The Be²⁺ row looks wrong: its Breit frequency dependence is exactly zero, while every other row has a value. The zero is sound. Both electrons of Be²⁺ share the 1s orbital, so the photon that they exchange carries no energy difference, and there is no frequency for the interaction to depend on. The effect starts when electrons from shells of different energy interact, hence from Mg²⁺ onwards.

Doubly charged ions, B-spline radial atomic code version 1, basis-set limit: configuration-averaged Hartree-Fock, Dirac-Coulomb (Fermi nucleus) and non-relativistic (point nucleus). Breit and QED terms are first-order values on the Dirac-Coulomb orbitals. The self-energy comes from the Flambaum-Ginges radiative potential, with K and L shells fixed to hydrogenic values.

| species | Z | electrons | configuration | E(Dirac) − E(non-rel.) (eV) | Breit frequency dependence (eV) | Gaunt (eV) | Wichmann-Kroll (eV) | self-energy (eV) | self-energy of the 1s electrons (eV) |
| --- | --- | --- | --- | --- | --- | --- | --- | --- | --- |
| K2+ | 19 | 17 | [Ne] 3s2 3p5 | -64.250 | -0.005628 | 4.714 | 0.0007342 | 3.082 | 2.791 |
| Rb2+ | 37 | 35 | [Ar] 3d10 4s2 4p5 | -1127.8 | -0.2308 | 47.22 | 0.03954 | 31.64 | 27.49 |
| Cs2+ | 55 | 53 | [Kr] 4d10 5s2 5p5 | -6335.7 | -1.939 | 186.8 | 0.4389 | 127.6 | 106.4 |
| Be2+ | 4 | 2 | 1s2 | -0.073507 | 0 | 0.01813 | 5.794e-08 | 0.00987 | 0.00987 |
| Mg2+ | 12 | 10 | [He] 2s2 2p6 | -8.6867 | -0.0003417 | 0.9203 | 4.640e-05 | 0.5931 | 0.5546 |
| Ca2+ | 20 | 18 | [Ne] 3s2 3p6 | -80.262 | -0.007648 | 5.654 | 0.0009976 | 3.693 | 3.335 |
| Sr2+ | 38 | 36 | [Ar] 3d10 4s2 4p6 | -1266.1 | -0.2672 | 51.83 | 0.04642 | 34.72 | 30.10 |
| Ba2+ | 56 | 54 | [Kr] 4d10 5s2 5p6 | -6859.7 | -2.135 | 198.9 | 0.4905 | 136.1 | 113.3 |

**Where each step comes from**

The column E(Dirac) − E(non-rel.) is the step from non-relativistic to Dirac-Coulomb Hartree-Fock. An electron near a nucleus of charge Z moves at a speed proportional to Z, and its energy scales as Z². The relativistic correction is that energy times (speed/c)², hence Z⁴. For a hydrogenic 1s electron it is −α²Z⁴/8 hartree, where α is the fine-structure constant. Outer shells add to this, because their s electrons and, less strongly, their p electrons also pass close to the nucleus. These additions, the higher orders in Zα and, among the light ions, the fading mutual screening of the 1s pair (the unscreened K shell overshoots the step of Be²⁺ by 26 %) lift the power to about 4.3.

A hydrogenic Dirac sum over all shells with Slater screening, which has no parameter fitted to this table, falls short of the computed step by 6 to 10 %. In Be²⁺ the sum lacks a term between the electrons, the Darwin correction to their repulsion. It lowers the energy by πα² times the probability density of finding both electrons at one point. That is half the size of the Gaunt term explained below: about 0.009 eV, or 12 % of the step, which is more than the whole shortfall. In Rb²⁺ the outer shells are the likely cause. There the Hartree-Fock density at the nucleus agrees with the Slater-screened hydrogenic one within 1 % for the 1s orbital but is 10.7 % higher for 2s, so Slater's rules screen the 2s electrons too much near the nucleus. The K shell alone, even unscreened, misses 43 % of the step in Ba²⁺, so the outer shells can't be left out.

The Gaunt term is the magnetic interaction between electrons. It needs two electrons close together rather than one electron and a nucleus, and this costs one power of Z. Be²⁺ shows it in its simplest form. The two 1s spins are opposed, and a contact between opposed magnetic moments raises the energy:

- The contact energy is 2πα² times the probability density of finding both electrons at one point.
- For two 1s electrons with effective charge ζ this density is ζ³/(8π), so the energy is α²ζ³/4.
- With ζ = 4 − 5/16 = 3.69, ζ³ = 50.1 and α² = 5.33 × 10⁻⁵, it is 6.7 × 10⁻⁴ hartree, or 0.018 eV.

The table gives 0.01813 eV, and nothing was fitted. In heavier ions the K pair alone is too little, since pairs in and between other shells contribute too. The power becomes about 3.5 instead of 3.

The self-energy is the electron's interaction with its own radiation field. It would scale as Z⁴, but it also holds a factor that measures the range of photon energies between the binding energy and mc². That range narrows as binding grows, which leaves a power near 3.5. The usual lowest-order formula, a logarithm of (Zα)⁻² plus constant terms (headed "leading log" in the output), can't replace the full value in heavy ions: for Cs²⁺ and Ba²⁺ it even has the wrong sign. The K shell supplies at least 83 % of the self-energy in every row. Its values are fixed to hydrogenic ones in the calculation, so the table is no test of QED.

The two smallest columns climb fastest. Relative to Gaunt, the frequency dependence grows roughly as (Zα)² but with a small coefficient: from Mg²⁺ on the ratio is only 0.05 to 0.07 times (Zα)², and the power of Z lies between 5.4 and 6.1. Wichmann-Kroll is the next order in Zα of the vacuum polarisation and is 0.15 to 0.18 times (Zα)² of the leading Uehling term, with the opposite sign, which gives it a power of about 6.

These powers serve for a neighbouring ion. From K²⁺ to Ca²⁺, (20/19)^4.33 predicts a Dirac step larger by a factor of 1.25, and the table gives 80.26/64.25 = 1.25. Both rows were in the fit of that power, so this shows smoothness and is not an independent test. That one more p electron hardly matters to a quantity made near the nucleus is shown by the ionisation runs instead: removing a 3p electron from Ca²⁺ changes its Dirac step of 80 eV by only 0.002 eV.

**Total energies**

The ratio of Gaunt to the Dirac step falls from 25 % in Be²⁺ to 3 % in Ba²⁺, yet Gaunt itself grows from 0.02 to 199 eV. The ratio is therefore a poor guide to what may be dropped; the size in eV has to be set against the accuracy wanted.

For the lightest ion, correlation comes first. Removing an electron from Be²⁺ leaves a one-electron ion, which has no correlation energy. The error of 1.2 eV in the computed ionisation energy, relative to the tabulated value, is thus essentially the correlation energy of the 1s pair. The whole Dirac step is only 0.07 eV. Nuclear recoil, at 0.023 eV, is larger than Gaunt here, so a Be²⁺ total that includes Breit terms should include recoil as well.

For heavy ions the order is reversed. At very roughly an eV or somewhat more per electron, correlation is comparable with the Dirac step in Mg²⁺, falls below it from K²⁺ on, and amounts to several tens of eV in Ba²⁺. The Dirac step is 6860 eV, and Gaunt and self-energy are each above 100 eV. All three belong in an absolute total.

Terms should be added in pairs. Retardation takes back about 10 % of Gaunt in Ba²⁺, and Uehling takes back about 14 % of the self-energy. Stopping at Gaunt and self-energy would leave the total about 40 eV too high.

The smallest terms soon meet the uncertainty of the larger ones. In Sr²⁺ the self-energy of the shells beyond n = 2 is uncertain by roughly 0.1 to 0.2 eV. Wichmann-Kroll, at 0.05 eV, lies below that, and the frequency dependence, at 0.27 eV, barely above it. Neither improves an absolute total while correlation is missing. The Dirac column also contains the change from a point nucleus to a finite one, which a crude estimate from the non-relativistic density puts at 3 eV for Cs²⁺ and Ba²⁺. That estimate is too low, because the Dirac density over the nucleus is already 1.56 times the non-relativistic one in Sr²⁺ and the factor grows with Z. In the heavy rows the column should not be read as pure relativity to within several eV.

**Core levels**

Breit and QED terms together raise the 1s level by 0.94 eV in Mg²⁺ and by 41.5 eV in Sr²⁺. A 1s binding energy wanted to 1 eV needs them from about Mg²⁺ onwards. It also needs the energy difference between two separately relaxed states, because an orbital energy ignores the contraction of the other electrons around the hole.

**Valence ionisation**

Here most of the large terms cancel, because the core is nearly the same before and after. Breit, QED and recoil together raise the total energy of Ba²⁺ by 294 eV but change its ionisation energy by only −0.02 eV. Over all rows their effect on the ionisation energy is at most 0.03 eV, which is within a target of 1 kcal/mol, about 0.04 eV.

The Dirac step in the ionisation energy stays within 0.03 eV up to Ca²⁺ and then grows from 0.08 eV in Rb²⁺ to 0.24 eV in Ba²⁺. The usual explanation for its small size in the lighter p-shell ions is that two effects oppose each other: relativity binds the p electron more tightly, while the contracted inner shells screen it better. In Mg²⁺, and barely in K²⁺, the step is negative, as expected if the screening wins. These runs don't separate the two effects.

These are averages over fine structure, and the average hides the part of relativity that matters most for a single level. The outer p shell is split by 0.32 eV in Mg²⁺ and by 1.28 eV in Sr²⁺. The ion left behind has its lowest level about a third of the splitting below the average. Referred to that level, the error of the Sr²⁺ ionisation energy is not −0.67 but about −1.1 eV, relative to the measured value. The apparent improvement from Mg²⁺ to Ba²⁺ is therefore partly an artefact of averaging.

The same warning applies to Cs²⁺, whose error of −0.01 eV against the semi-empirical tabulated value looks excellent. Its p shell is open before and after ionisation, so both energies are averages over several levels. Much of this averaging is electrostatic: the lowest term of a p⁴ ion, ³P, lies 3/25 of the Slater integral F²(pp) below the configuration average, while the first-order spin-orbit shifts of the lowest p⁵ and p⁴ levels nearly cancel. In Rb²⁺, with F² = 7.87 eV, this is 0.94 eV and turns the error of −0.14 eV into about −1.1 eV, as large as in Sr²⁺. In K²⁺ the same shift is 1.1 eV and the error becomes about −1.3 eV. The small errors of K²⁺ and Rb²⁺ are thus a cancellation between averaging and missing correlation, and the same is expected for Cs²⁺. They are no reason to trust the method for a neighbour.

**What to use, and what it costs**

- **Valence energies up to Ca²⁺:** put the effort into correlation, and resolve the terms and the spin-orbit splitting if single levels are wanted.
- **Valence energies from Rb²⁺ on:** start from Dirac-Coulomb, resolve the levels and add correlation. Breit and QED can wait until the error is down to a few hundredths of an eV.
- **Core levels and absolute totals of heavy ions:** use Dirac-Coulomb with the full Breit interaction, self-energy and Uehling; an absolute total needs correlation as well.

The Dirac step splits each p or d shell in two and gives every orbital two radial components, so the self-consistent work of a radial atomic code grows by a modest factor; for molecules the factor is usually larger. Breit and QED are then evaluated once on finished orbitals: Breit as a sum over pairs, QED as a one-electron potential. They are cheap additions, though in this form the orbitals don't respond to them. Correlation is the expensive step, because its cost rises steeply with the number of electrons and basis functions.

The output below gives the row-by-row misfits and the ionisation steps.

Printed output of the fit:

```
rounding floor: rel 0.005 %, others 0.05 %; fit |rel| = 1.827e-04 eV * Z^4.333
ion | err% of rel: Slater sum, bare K, power | K% in model | 1s2 pair eV, % of Gaunt | nucl. size eV (rough)
Be2+    -7.6  +26.2  +0.9 | 100.0 | 0.01816 100.2 | 2e-05
Mg2+    -9.7  -13.2  -0.3 |  86.8 | 0.5783  62.8 | 2e-03
K2+     -9.1  -25.8  -1.3 |  76.5 | 2.364  50.2 | 2e-02
Ca2+    -9.0  -27.0  -1.3 |  75.5 | 2.764  48.9 | 3e-02
Rb2+    -6.2  -37.5  +1.0 |  64.5 | 17.89  37.9 | 5e-01
Sr2+    -6.2  -37.9  +0.9 |  64.1 | 19.39  37.4 | 5e-01
Cs2+    -5.8  -43.0  +0.1 |  59.2 | 59.25  31.7 | 3e+00
Ba2+    -5.9  -43.2  -0.0 |  59.0 | 62.56  31.5 | 3e+00
local power of Z: rel, Gaunt, SE, SE(1s), freq, WK
Be-Mg 4.34 3.57 3.73 3.67 nan 6.09
Mg-Ca 4.35 3.55 3.58 3.51 6.08 6.01
Ca-Sr 4.30 3.45 3.49 3.43 5.54 5.98
Sr-Ba 4.36 3.47 3.52 3.42 5.36 6.08
K-Rb 4.30 3.46 3.49 3.43 5.57 5.98
Rb-Cs 4.35 3.47 3.52 3.41 5.37 6.07
ion | Gaunt%, SE% of |rel| | freq/G/(Za)^2, WK/|U|/(Za)^2 | U/contact | F(1s), leading log | K% of SE
Be2+  24.66 13.43 | 0.0000 0.181 | 0.969 | 5.73 +6.56 | 100.0
Mg2+  10.59  6.83 | 0.0484 0.177 | 0.927 | 3.97 +3.63 | 93.5
K2+    7.34  4.80 | 0.0621 0.173 | 0.906 | 3.18 +2.40 | 90.6
Ca2+   7.04  4.60 | 0.0635 0.173 | 0.904 | 3.10 +2.26 | 90.3
Rb2+   4.19  2.81 | 0.0670 0.163 | 0.907 | 2.18 +0.62 | 86.9
Sr2+   4.09  2.74 | 0.0670 0.163 | 0.910 | 2.14 +0.55 | 86.7
Cs2+   2.95  2.01 | 0.0644 0.152 | 0.985 | 1.73 -0.43 | 83.4
Ba2+   2.90  1.98 | 0.0643 0.151 | 0.992 | 1.71 -0.48 | 83.2
ion | eV total: retard, Uehling, recoil, net Breit+QED+recoil | IE: rel step, Breit+QED+rec step, err NR, err final
Be2+  0 -0.0003755 0.02255 0.05017 | +0.0272 -0.0313 -1.205 -1.209
Mg2+  -0.05574 -0.03423 0.1068 1.53 | -0.0201 -0.0172 -1.493 -1.531
K2+   -0.3719 -0.2205 0.1869 7.386 | -0.0017 -0.0084 -0.216 -0.226
Ca2+  -0.4567 -0.2712 0.2047 8.817 | +0.0021 -0.0102 -0.999 -1.007
Rb2+  -4.557 -3.319 0.3774 71.17 | +0.0816 -0.0134 -0.211 -0.143
Sr2+  -5.033 -3.707 0.387 77.98 | +0.0980 -0.0152 -0.751 -0.668
Cs2+  -19.35 -17.96 0.5842 276.2 | +0.2127 -0.0162 -0.206 -0.010
Ba2+  -20.65 -19.46 0.5861 293.8 | +0.2430 -0.0179 -0.489 -0.264
Mg2+ half sum Breit shifts 0.8646 vs Gaunt+ret 0.8646 eV; 1s level Breit+SE+VP 0.940 eV
  p splitting 0.316, third 0.105, IE error to lowest level ~-1.64 eV
  SE n>2 0.000 eV, 10-30%: 0.000-0.000; |freq| 0.0003417, WK 4.64e-05 eV
Sr2+ half sum Breit shifts 46.79 vs Gaunt+ret 46.8 eV; 1s level Breit+SE+VP 41.508 eV
  p splitting 1.276, third 0.425, IE error to lowest level ~-1.09 eV
  SE n>2 0.778 eV, 10-30%: 0.078-0.233; |freq| 0.2672, WK 0.04642 eV
max |Breit+QED+recoil step in IE| 0.0313 eV; max |rel step| 0.243 eV; worst Slater-sum row Mg2+
```
